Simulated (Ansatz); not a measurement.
Ti: pressure and energy change per atom against volume scale

Results calculated with Ansatz 0.2.0, not measured. Plane-wave DFT, scalar-relativistic PAW made under PBE with cores redone for the functional, no dispersion; the given relaxed cell is scaled uniformly, energy at zero smearing counts from the unscaled cell, pressure at the given Fermi-Dirac smearing is positive in compression.

The cell before it is scaled or strained (space group P6/mmm, No. 191):
```
cell vectors (Å)
   4.6153     0.0000     0.0000
  -2.3076     3.9969     0.0000
   0.0000     0.0000     2.8564
atoms (fractions of the cell vectors)
Ti  0.00000  0.00000  0.00000
Ti  0.33333  0.66667  0.50000
Ti  0.66667  0.33333  0.50000
```

Settings of every row: spin polarised no; functional BLYP; wave cutoff 420 eV; smearing width 0.1 eV; k mesh 9x9x12.

Atom starting moment: 0 on all atoms.

Limits: the cell comes from a prototype or a list of computed structures and needn't be the stable phase.

| row | volume scale | V (Å³/atom) | pressure (GPa) | energy change per atom (meV) |
| --- | --- | --- | --- | --- |
| 1 | 0.88 | 15.456 | 16.96 | 98.7 |
| 2 | 0.92 | 16.159 | 10.21 | 40.31 |
| 3 | 0.96 | 16.861 | ? | ? |
| 4 | 1.04 | 18.266 | -3.8 | 9.56 |
| 5 | 1.08 | 18.969 | -6.95 | 34.44 |
| 6 | 1.12 | 19.672 | -9.54 | 71.95 |

Question: what pressure and energy change per atom should row 3 give?

Worked fit of pressure. Take u = (V_r/V)^(2/3) − 1 with V_r = 18.266 Å³ an atom, which is twice the finite (Eulerian) strain; such expansions in the strain, on which the Birch-Murnaghan equation of state is built, carry the rest volume and the bulk modulus. The shown rows have u = 0.1178, 0.08514, 0, -0.02486, -0.04823. Least squares give pressure = −3.809 + 135.339 × u + 346.97 × u² GPa; a straight line predicts inner rows, each left out in turn, worse (root mean square 0.98 against 0.026 GPa). The rows lie off it by 0.01, -0.02, 0.01, 0.01, -0.01. The pressure vanishes at u = 0.0264, or V = 17.57 Å³ an atom, and there the bulk modulus at fixed shape and fractions is B = −V dP/dV = (2/3)(1 + u) dP/du = 105 GPa. Letting shape and atoms relax would as a rule lower it, by much in layered, chain or molecular crystals. The withheld row has u = 0.05481, so the fit gives −3.809 + 135.339 × (0.05481) + 346.97 × (0.05481)² = 4.65 GPa.

The calculation gave 4.62 GPa. The fit lies 0.03 GPa (0.11 % of the column's range) above it; its largest miss of a shown row is 0.02 GPa.

Worked fit of energy change per atom. Take u = (V_r/V)^(2/3) − 1 with V_r = 18.266 Å³ an atom, which is twice the finite (Eulerian) strain; such expansions in the strain, on which the Birch-Murnaghan equation of state is built, carry the rest volume and the bulk modulus. The shown rows have u = 0.1178, 0.08514, 0, -0.02486, -0.04823. Least squares give energy change per atom = 9.746 − 692.64 × u + 12304.62 × u² meV; a straight line predicts inner rows, each left out in turn, worse (root mean square 35 against 0.48 meV). The rows lie off it by -0.20, 0.34, -0.19, -0.13, 0.18 (root mean square 0.22 meV). The withheld row has u = 0.05481, so the fit gives 9.746 − 692.64 × (0.05481) + 12304.62 × (0.05481)² = 8.75 meV.

The calculation gave 8.96 meV. The fit lies 0.21 meV (2.3 % of the value, 0.23 % of the column's range) below it; its largest miss of a shown row is 0.34 meV.
